## Thermal expansion of a chain with an anharmonic pair potential

### Model and conventions

Take $N$ identical atoms of mass $M$ that move along a straight line and interact only with their nearest neighbours through a potential $\phi(r)$. The premises are as follows.

1. Motion is strictly longitudinal, and the potential energy is $\sum_j\phi(x_{j+1}-x_j)$.
2. $\phi$ has a minimum at $r_0$ with positive curvature, is smooth near it, and is strongly repulsive at small $r$, so that atoms keep their order.
3. $N\to\infty$ at fixed mean spacing $a=L/N$.

We write $\phi_k(a)=d^k\phi/dr^k$ at $r=a$, and $\tau=k_BT$. The one-dimensional pressure $p$ is a force, positive in compression, $p=-\partial f/\partial a$, with $f(a,T)$ the Helmholtz free energy per atom. The length plays the part of the volume, so the mode Grüneisen parameter is $\gamma_s=-d\ln\omega_s/d\ln a$. The expansion coefficient is referred to the static spacing, $\alpha=r_0^{-1}\,da/dT$ at $p=0$.

### Phonons at an arbitrary spacing

Close the chain into a ring of length $Na$, where $a$ need not equal $r_0$, and set $x_j=ja+u_j$, $d_j=u_{j+1}-u_j$. Then

$$U=N\phi(a)+\phi_1(a)\sum_jd_j+\tfrac12\phi_2(a)\sum_jd_j^2+\tfrac16\phi_3(a)\sum_jd_j^3+\dots\tag{1}$$

The linear term vanishes because $\sum_jd_j=0$ on a ring. The uniform chain is therefore in mechanical equilibrium at any $a$, each atom being pulled equally from both sides, and the static tension $\phi_1$ does not enter longitudinal motion. Keeping the quadratic term gives $M\ddot u_j=\phi_2(u_{j+1}-2u_j+u_{j-1})$. The trial form $u_j\propto e^{i(\theta j-\omega t)}$ turns the bracket into $-2(1-\cos\theta)u_j=-4\sin^2(\theta/2)\,u_j$, and periodicity requires $\theta_s=2\pi s/N$. Hence

$$\omega_s(a)=\omega_m(a)\,\sin\frac{\pi s}{N},\qquad \omega_m=2\sqrt{\phi_2(a)/M},\qquad s=1,\dots,N-1.\tag{2}$$

The mode $s=0$ is the rigid translation and carries no weight as $N\to\infty$. A mode is followed through a dilation at fixed integer $s$, that is at fixed phase $\theta=ka$ and not at fixed wavevector $k$. The sine is then independent of $a$, and $\ln\omega_s=\tfrac12\ln\phi_2(a)+\text{const}$. Differentiating,

$$\gamma_s=\gamma(a)=-\frac{a\,\phi_3(a)}{2\,\phi_2(a)}\quad\text{for every } s.\tag{3}$$

All modes share one $\gamma$ because a single force constant scales the whole spectrum. A bond that softens on stretching has $\phi_3<0$ and $\gamma>0$.

### Quasi-harmonic equation of state

The quasi-harmonic approximation drops the cubic and higher terms of (1) at each $a$ but keeps the dependence of $\phi(a)$ and $\phi_2(a)$ on $a$. The modes are then independent oscillators, and

$$f(a,T)=\phi(a)+\frac1N\sum_s\Big[\tfrac12\hbar\omega_s+\tau\ln\big(1-e^{-\hbar\omega_s/\tau}\big)\Big].\tag{4}$$

The derivative of the bracket with respect to $\omega_s$ is $\hbar(n_s+\tfrac12)$, with $n_s=1/(e^{\hbar\omega_s/\tau}-1)$, and $d\omega_s/da=-\gamma\omega_s/a$ by (3). Since $\gamma$ is common to all modes it leaves the sum:

$$p=-\phi_1(a)+\frac{\gamma(a)}{a}\,\bar e(a,T),\qquad \bar e=\frac1N\sum_s\hbar\omega_s\big(n_s+\tfrac12\big).\tag{5}$$

This is the Mie–Grüneisen form, a static pressure plus a vibrational pressure proportional to the vibrational energy per atom. At $p=0$ the spacing obeys $\partial f/\partial a=0$. Differentiating this condition along the curve $a(T)$ gives $f_{aa}\,da/dT+f_{aT}=0$, and (5) gives $f_{aT}=-\gamma c/a$ with $c=(\partial\bar e/\partial T)_a$, the heat capacity per atom at fixed length. So, with no further approximation,

$$\frac{da}{dT}=\frac{\gamma\,c}{a\,f_{aa}}.\tag{6}$$

The product $af_{aa}$ is the isothermal one-dimensional bulk modulus, and (6) is the Grüneisen relation for the chain.

**Leading order.** When $\bar e$ is small against $r_0^2\phi_2$, the shift $a-r_0$ is small. Put $\phi_1(a)\simeq\phi_2(r_0)(a-r_0)$ in (5) and evaluate the vibrational term, which is already of first order, at $r_0$:

$$a-r_0=-\frac{\phi_3}{2\phi_2^2}\,\bar e(T),\qquad \frac{da}{dT}=-\frac{\phi_3}{2\phi_2^2}\,c(T),\tag{7}$$

with all derivatives at $r_0$.

**Classical limit.** For $\tau\gg\hbar\omega_m$ the bracket in (4) tends to $\tau\ln(\hbar\omega_s/\tau)$. The identity $\prod_{s=1}^{N-1}2\sin(\pi s/N)=N$ shows that $N^{-1}\sum_s\ln[2\sin(\pi s/N)]=N^{-1}\ln N\to0$, so that

$$f=\phi(a)+\tau\ln\frac{\hbar\sqrt{\phi_2(a)/M}}{\tau},\qquad \phi_1(a)+\tau\,\frac{\phi_3(a)}{2\phi_2(a)}=0\ \ (p=0).\tag{8}$$

Here $\bar e=\tau$ and $c=k_B$, and (7) becomes

$$\boxed{\frac{da}{dT}=-\frac{k_B\,\phi_3}{2\,\phi_2^2}},\qquad \alpha=\frac{\gamma k_B}{r_0^2\phi_2}.\tag{9}$$

The mass has dropped out, as it must for a configurational average in classical statistics. Equation (9) is the term of order $T^0$ in the classical $da/dT$. The full quasi-harmonic slope (6) has $f_{aa}=\phi_2+\tfrac12\tau(\phi_4/\phi_2-\phi_3^2/\phi_2^2)$ in the denominator and all derivatives taken at $a(T)$.

**Quantum factors.** Let $\Theta=\hbar\omega_m/k_B$ and replace $N^{-1}\sum_s$ by the average over $\vartheta=\theta/2$ in $(0,\pi)$, so that

$$\frac{c}{k_B}=\frac2\pi\int_0^{\pi/2}\Big[\frac{\xi/2}{\sinh(\xi/2)}\Big]^2d\vartheta,\qquad \xi=\frac\Theta T\sin\vartheta.\tag{10}$$

At high temperature the integrand is $1-\xi^2/12+\dots$ and the average of $\sin^2\vartheta$ is $\tfrac12$, which gives $c\simeq k_B(1-\Theta^2/24T^2)$. At low temperature only small $\vartheta$ contributes, $d\vartheta\simeq(T/\Theta)\,d\xi$, the integral of the bracket squared over $\xi$ from $0$ to $\infty$ is $\pi^2/3$, and $c\simeq 2\pi k_BT/3\Theta$. The expansion coefficient thus vanishes linearly in $T$. At $T=0$ the average of $\sin\vartheta$ is $2/\pi$, so $\bar e=\hbar\omega_m/\pi$, and zero-point motion alone dilates the chain by $(a-r_0)/r_0=\gamma\hbar\omega_m/(\pi r_0^2\phi_2)$.

### Why dropping the cubic term is consistent

Equation (7) is linear in $\phi_3$, yet the cubic term of (1) was discarded. That nothing of this order was lost follows from an exact force balance. In an open chain with free ends the mean force on each atom vanishes in equilibrium, classically and quantum mechanically. For the last atom this reads $\langle\phi'(r_N)\rangle=0$, and the balance on each preceding atom passes the same condition to every bond. Expanding about $r_0$ with $y=r-r_0$,

$$0=\phi_2\langle y\rangle+\tfrac12\phi_3\langle y^2\rangle+\tfrac16\phi_4\langle y^3\rangle+\dots\tag{11}$$

To first order in the anharmonic coefficients, $\langle y^2\rangle$ and $\langle y^3\rangle$ take their harmonic values. The latter is zero by symmetry. For the former, a harmonic oscillator holds half its energy as potential energy, so far from the ends $\tfrac12\phi_2\langle y^2\rangle=\tfrac12\bar e$. Then $\langle y\rangle=-\phi_3\bar e/2\phi_2^2$, which is (7). The physical content is visible here. Fluctuations of either sign produce a mean outward force $-\tfrac12\phi_3\langle y^2\rangle$ when compression is stiffer than extension, and the bond lengthens until the harmonic restoring force cancels it.

### The harmonic chain

For $\phi=\tfrac12K(r-r_0)^2$ with $r=x_{j+1}-x_j$, one has $\phi_2=K$ and $\phi_3=0$ at every spacing. The frequencies do not depend on $a$, so $\gamma=0$. Equation (1) terminates at the quadratic term, (4) is exact, and (5) reduces to $p=-K(a-r_0)$ at all temperatures. Equation (11) likewise terminates and gives $\langle y\rangle=0$. There is neither thermal nor zero-point expansion. Anharmonicity as such is not sufficient. A potential even in $y$, for instance with a quartic term added, makes the Hamiltonian invariant under $y_j\to-y_j$ for all bonds at once, so $\langle y\rangle=0$ at $p=0$. Expansion needs the odd part of the potential.

### Exact classical chain and the neglected terms

The classical chain can be solved without phonons, which measures what (8) and (9) omit. Apply a force $p$ to the ends of an open chain. The change from positions to bond lengths has unit Jacobian, and $U+pL=\sum_j[\phi(r_j)+pr_j]$ separates, so the Gibbs free energy per bond and the mean spacing are

$$g(p,T)=-\tau\ln\Big[\frac1\Lambda\int_0^\infty e^{-[\phi(r)+pr]/\tau}dr\Big],\qquad a=\frac{\partial g}{\partial p}=\langle r\rangle,\tag{12}$$

where $\Lambda=2\pi\hbar/\sqrt{2\pi M\tau}$ comes from the momenta. Let $r_p$ be the minimum of $\phi+pr$, defined by $\phi_1(r_p)=-p$, so that $dr_p/dp=-1/\phi_2$. With $y=r-r_p$ the exponent contains a Gaussian of variance $\sigma^2=\tau/\phi_2$ and the remainder $W=\phi_3y^3/6+\phi_4y^4/24+\dots$ The Gaussian integral is $\sqrt{2\pi\tau/\phi_2}$, and the remainder adds the cumulants $\langle W\rangle-(\langle W^2\rangle-\langle W\rangle^2)/2\tau+\dots$ At order $\tau^2$, $\langle y^4\rangle=3\sigma^4$ gives $\tau^2\phi_4/8\phi_2^2$ and $\langle y^6\rangle=15\sigma^6$ gives $-15\tau^2\phi_3^2/72\phi_2^3$. Thus

$$g=\phi(r_p)+pr_p+\tau\ln\frac{\hbar\sqrt{\phi_2/M}}{\tau}+\tau^2G,\qquad G=\frac{\phi_4}{8\phi_2^2}-\frac{5\phi_3^2}{24\phi_2^3},\tag{13}$$

with derivatives at $r_p$. Differentiate with $\partial/\partial p=-\phi_2^{-1}\,\partial/\partial r_p$ acting on the last two terms. The first two give $r_p$, because $\phi_1+p=0$. At $p\to0$ the result is $a-r_0=b_1\tau+b_2\tau^2+\dots$ with

$$b_1=-\frac{\phi_3}{2\phi_2^2},\qquad b_2^{\rm ex}=-\frac{G'}{\phi_2}=-\frac{\phi_5}{8\phi_2^3}+\frac{2\phi_3\phi_4}{3\phi_2^4}-\frac{5\phi_3^3}{8\phi_2^5}.\tag{14}$$

The coefficient $b_1$ confirms (9) as the exact leading term. The quasi-harmonic equation (8) also generates a $\tau^2$ term. Insert $y=b_1\tau+b_2\tau^2$, use $\phi_1=\phi_2y+\tfrac12\phi_3y^2$ and expand $\phi_3/\phi_2$ to first order in $y$. The order $\tau^2$ reads $\phi_2b_2+\tfrac12\phi_3b_1^2+\tfrac12(\phi_4/\phi_2-\phi_3^2/\phi_2^2)b_1=0$, whence

$$b_2^{\rm qh}=\frac{\phi_3\phi_4}{4\phi_2^4}-\frac{3\phi_3^3}{8\phi_2^5}.\tag{15}$$

The two coefficients differ, and the Legendre transform $f=g-pa$ shows why. Write $g=g_0+\tau g_1+\tau^2G$ and $p=p_0+\tau p_1$, with $g_0'(p_0)=a$, that is $r_{p_0}=a$. Stationarity in $p$ gives $p_1=-g_1'/g_0''$, and the $\tau^2$ term of $f$ is $G-g_1'^2/2g_0''$. With $g_0''=-1/\phi_2$ and $g_1'=-\phi_3/2\phi_2^2$ the added piece is $+\phi_3^2/8\phi_2^3$. The orders $\tau^0$ and $\tau^1$ reproduce (8) exactly, and

$$f=f^{\rm qh}+\tau^2A(a)+\dots,\qquad A=\frac{\phi_4}{8\phi_2^2}-\frac{\phi_3^2}{12\phi_2^3}.\tag{16}$$

The term $\tau^2A$ is the intrinsic anharmonicity, the interaction among phonons at fixed length. It shifts the minimum of $f$ by $-\tau^2A'/\phi_2$, and indeed $b_2^{\rm ex}-b_2^{\rm qh}=-A'/\phi_2=-\phi_5/8\phi_2^3+5\phi_3\phi_4/12\phi_2^4-\phi_3^3/4\phi_2^5$. Quasi-harmonic theory is exact for the classical chain at order $T$ in the spacing and incomplete at order $T^2$.

### The Mie $n$–$m$ potential

With well depth $D$, minimum $r_0$ and exponents $n>m>0$,

$$\phi(r)=\frac{D}{n-m}\Big[m\Big(\frac{r_0}{r}\Big)^n-n\Big(\frac{r_0}{r}\Big)^m\Big].\tag{17}$$

The $k$-th derivative of $r^{-n}$ is $(-1)^kn(n+1)\cdots(n+k-1)\,r^{-n-k}$, so at $r_0$

$$\phi_k=(-1)^k\frac{nmD}{r_0^k}\,\frac{\prod_{i=1}^{k-1}(n+i)-\prod_{i=1}^{k-1}(m+i)}{n-m}.\tag{18}$$

For $k=1$ the products are empty and $\phi_1=0$. For $k=2$ the quotient is 1. For $k=3$, $(n+1)(n+2)-(m+1)(m+2)=(n-m)(n+m+3)$. Therefore $\phi_2=nmD/r_0^2$, $\phi_3=-nm(n+m+3)D/r_0^3$, and

$$\gamma(r_0)=\frac{n+m+3}{2},\qquad \alpha=\frac{(n+m+3)\,k_B}{2nm\,D}.\tag{19}$$

At the minimum $\gamma$ depends on the exponents alone, and $\alpha$ depends on neither $r_0$ nor $M$. Away from the minimum, with $x=a/r_0$,

$$\gamma(x)=\frac{(n+1)(n+2)x^{-n}-(m+1)(m+2)x^{-m}}{2\,[(n+1)x^{-n}-(m+1)x^{-m}]},\tag{20}$$

which diverges at the inflection point $x^{\,n-m}=(n+1)/(m+1)$. These values refer to length. If the same frequency shifts were expressed per logarithmic change of a volume $V\propto a^3$, they would be divided by three.

### Range of validity

- *Small amplitude.* Equation (9) needs $2|b_2|\tau\ll|b_1|$, the relative size of the next term of $da/dT$. For a Mie bond this is a number set by the exponents times $k_BT/D$.
- *Intrinsic anharmonicity.* The full quasi-harmonic solution of (8) misses a relative amount $2\tau|A'|/(\phi_2|b_1|)$ of the slope at lowest order.
- *Classical statistics.* Equation (9) needs $\Theta^2/24T^2\ll1$. Otherwise $k_B$ is replaced by $c(T)$ as in (7).
- *Existence of the solution.* Equation (8) can be read as $\tau=-2\phi_1\phi_2/\phi_3$. The right side vanishes at $r_0$ and at the inflection point and has a maximum between them. At that temperature $f_{aa}=0$ and the quasi-harmonic slope diverges. The single integral (12) at $p>0$ is smooth in $T$, so the divergence belongs to the approximation.
- *Metastability.* For a potential that levels off at large $r$, the integral (12) diverges at $p=0$, since a broken bond has unlimited room. The series (14) is asymptotic and describes the intact chain. A broken bond given a length $\ell$ has a weight of order $e^{-D/\tau}\ell/\sqrt{2\pi}\sigma$ relative to an intact one, which must be negligible.
- *Geometry.* Further neighbours add force constants with their own $a$-dependence, and $\gamma_s$ then varies with $s$. If transverse motion is allowed, a sideways relative displacement $w$ lengthens a bond by $w^2/2a$, so the transverse force constant is the tension term $\phi_1/a$. It vanishes at $r_0$ and grows on stretching, which makes the transverse $\gamma$ negative and singular there. The results above do not cover that case.

### Numerical illustration: a 6–4 chain with copper-like inputs

Copper is the common wiring metal of integrated circuits, and its close-packed rows suggest inputs. Take $M=63.5$ u and $r_0=2.55$ Å as approximate values, and $D=0.58$ eV, one sixth of a typical cohesive energy of 3.5 eV per atom, since an fcc crystal has six nearest-neighbour bonds per atom. The exponents $n=6$, $m=4$ are illustrative. All results below are the model's.

In units of $D$ and $r_0$, $\phi=2x^{-6}-3x^{-4}$, and at $x=1$ the derivatives are $\phi_2=24$, $\phi_3=-312$, $\phi_4=3528$, $\phi_5=-40320$. In physical units $\phi_2=2.141$ eV Å$^{-2}$ $=34.3$ N m$^{-1}$ and $\phi_3=-10.91$ eV Å$^{-3}$. Equation (2) gives $\omega_m/2\pi=5.74$ THz, $\hbar\omega_m=23.7$ meV and $\Theta=275.5$ K. Equation (19) gives $\gamma=6.5$ and

$$\frac{da}{dT}=1.03\times10^{-4}\ \text{Å K}^{-1},\qquad \alpha=\frac{13\,k_B}{48\,D}=4.02\times10^{-5}\ \text{K}^{-1}.$$

The zero-point strain is 0.0035.

With $t=k_BT/D$ the strain is $x-1=b_1t+b_2t^2+\dots$, and (14) and (15) give $b_1=0.2708$, $b_2^{\rm qh}=0.6009$, $b_2^{\rm ex}=0.5367$. The relative first correction to the slope, $2b_2t/b_1$, is $4.44\,t$ in quasi-harmonic theory and $3.96\,t$ in the exact series. At 300 K, $t=0.0446$, and these are 0.198 and 0.177. The correction to (9) is thus close to one fifth, while intrinsic anharmonicity accounts for only $-0.021$ of it at this order.

A correction of this size calls for the unexpanded expressions. From $\phi_1=12x^{-7}(x^2-1)$, $\phi_2=12x^{-8}(7-5x^2)$ and $\phi_3=-24x^{-9}(28-15x^2)$, equation (8) becomes

$$t=\frac{12\,(x^2-1)(7-5x^2)}{x^6\,(28-15x^2)},\tag{21}$$

and $\alpha^{\rm qh}=(k_B/D)/(dt/dx)$. For the exact chain, differentiating $\langle r\rangle$ in (12) with respect to $T$ gives $\alpha=[\langle x\phi\rangle-\langle x\rangle\langle\phi\rangle]/k_BT^2$. The averages are taken at $p=0$ over the intact bond, cut off at $r=2r_0$. Since $D/k_BT=22.4$, $e^{-D/k_BT}=1.8\times10^{-10}$ and $\sigma=0.043\,r_0$, moving the cutoff to $3r_0$ changes the results by less than one part in $10^4$.

| Classical treatment, 300 K | strain $x-1$ | $\alpha$ ($10^{-5}$ K$^{-1}$) |
|---|---|---|
| leading order, eq. (9) | 0.0121 | 4.02 |
| quasi-harmonic, eq. (21) | 0.0135 | 5.08 |
| exact bond integral, eq. (12) | 0.0133 | 4.96 |

The full quasi-harmonic slope lies 2.5 per cent above the exact classical one, and the leading-order formula lies 19 per cent below it. At the quasi-harmonic spacing (20) gives $\gamma=6.76$. The right side of (21) peaks at $x=1.086$, $t=0.140$, or 945 K, well before the inflection point at $x=1.183$, and quasi-harmonic results must be abandoned as that temperature is approached.

Quantum statistics act in the opposite direction. At 300 K, $\Theta^2/24T^2=0.035$ and (10) gives $c=0.966\,k_B$, a reduction similar in size to the gap between the last two rows, so that two figures are all the classical treatment supports: the model's coefficient at room temperature is close to $5\times10^{-5}$ K$^{-1}$. At 170 K the anharmonic correction has fallen to 0.10, but $c=0.90\,k_B$. For these inputs there is no temperature at which both corrections to (9) are separately well below ten per cent, although they partly cancel.

The chain is not a model of bulk copper. The linear expansion coefficient of the metal at room temperature is typically about $1.7\times10^{-5}$ K$^{-1}$, so the chain overshoots by roughly a factor of three. Geometry acts in the direction of this miss, as an estimate for an fcc crystal with the same nearest-neighbour bond shows. Each bond contributes $\phi_2$ along its axis and $\phi_1/r$ in each of two transverse directions, so the mean-square frequency obeys $\bar\omega^2\propto\phi_2+2\phi_1/r$. Replacing the mode average of $\ln\omega$ by $\ln\bar\omega$, which is an Einstein-type simplification, the classical free energy per atom is $6\phi(r)+3\tau\ln\bar\omega$ up to terms independent of $r$. At $r_0$, $-d\ln\bar\omega/d\ln r=-(r_0\phi_3+2\phi_2)/2\phi_2=(n+m+1)/2$, and minimising gives $\alpha=(n+m+1)k_B/4nmD$. Relative to (19) this is smaller by $(n+m+1)/[2(n+m+3)]=0.42$ for the 6–4 bond. Half a mode per bond pushes outward instead of one, and the transverse tension terms stiffen on dilation. A pair potential also ignores the many-body character of metallic cohesion, which enters the choice of $D$ and of the exponents.